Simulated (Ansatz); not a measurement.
# Cu: energy above lowest point against volume scale

Free energy against uniform scaling of the volume at fixed shape and fractions; periodic cell, basis, potentials, k mesh and filling as listed. The results are calculated, by Ansatz 0.2.0.

The cell before it is scaled or strained (space group I4/mmm, No. 139):
```
Cu
1.0
     -1.4428     1.4428     1.3761
      1.4428    -1.4428     1.3761
      1.4428     1.4428    -1.3761
Cu
1
Direct
  0.00000 0.00000 0.00000
```

Settings of every row: functional PBEsol; dispersion none; potentials all-electron LAPW; k mesh 14x14x14; k shift 0x0x0; occupations fermi dirac; smearing width 0.1 eV; spin none.

Limits: coarse k mesh, up to 40 meV an atom off; the cell comes from a prototype or a list of computed structures and needn't be the stable phase.

```csv
row,volume scale,V (Å³/atom),energy above lowest point (meV/atom)
1,0.92,10.542,35.1
2,0.96,11,5.9
3,1,11.458,0
4,1.04,11.917,?
5,1.08,12.375,38.9
```

Question: what energy above lowest point should row 4 give?

Worked fit of energy above lowest point. Take u = (V_r/V)^(2/3) − 1 with V_r = 11.229 Å³ an atom, which is twice the finite (Eulerian) strain; such expansions in the strain, on which the Birch-Murnaghan equation of state is built, carry the rest volume and the bulk modulus. The shown rows have u = 0.04299, 0.01383, -0.01337, -0.06273. Least squares give energy above lowest point = 0.44 + 227.6 × u + 13411 × u² meV/atom; a straight line predicts inner rows, each left out in turn, worse (root mean square 24 against 0.51 meV/atom). The rows lie off it by 0.1, -0.3, 0.2, 0.0. Its lowest point lies at u = -0.0085, or V = 11.37 Å³ an atom, and the curvature there gives the bulk modulus at fixed shape and fractions, B = (4/9)(1 + u)² E″(u)/V = 165 GPa. Letting shape and atoms relax would as a rule lower it, by much in layered, chain or molecular crystals. The withheld row has u = -0.03887, so the fit gives 0.44 + 227.6 × (-0.03887) + 13411 × (-0.03887)² = 11.9 meV/atom.

The calculation gave 12.3 meV/atom. The fit lies 0.4 meV/atom (3.3 % of the value, 1 % of the column's range) below it; its largest miss of a shown row is 0.3 meV/atom.
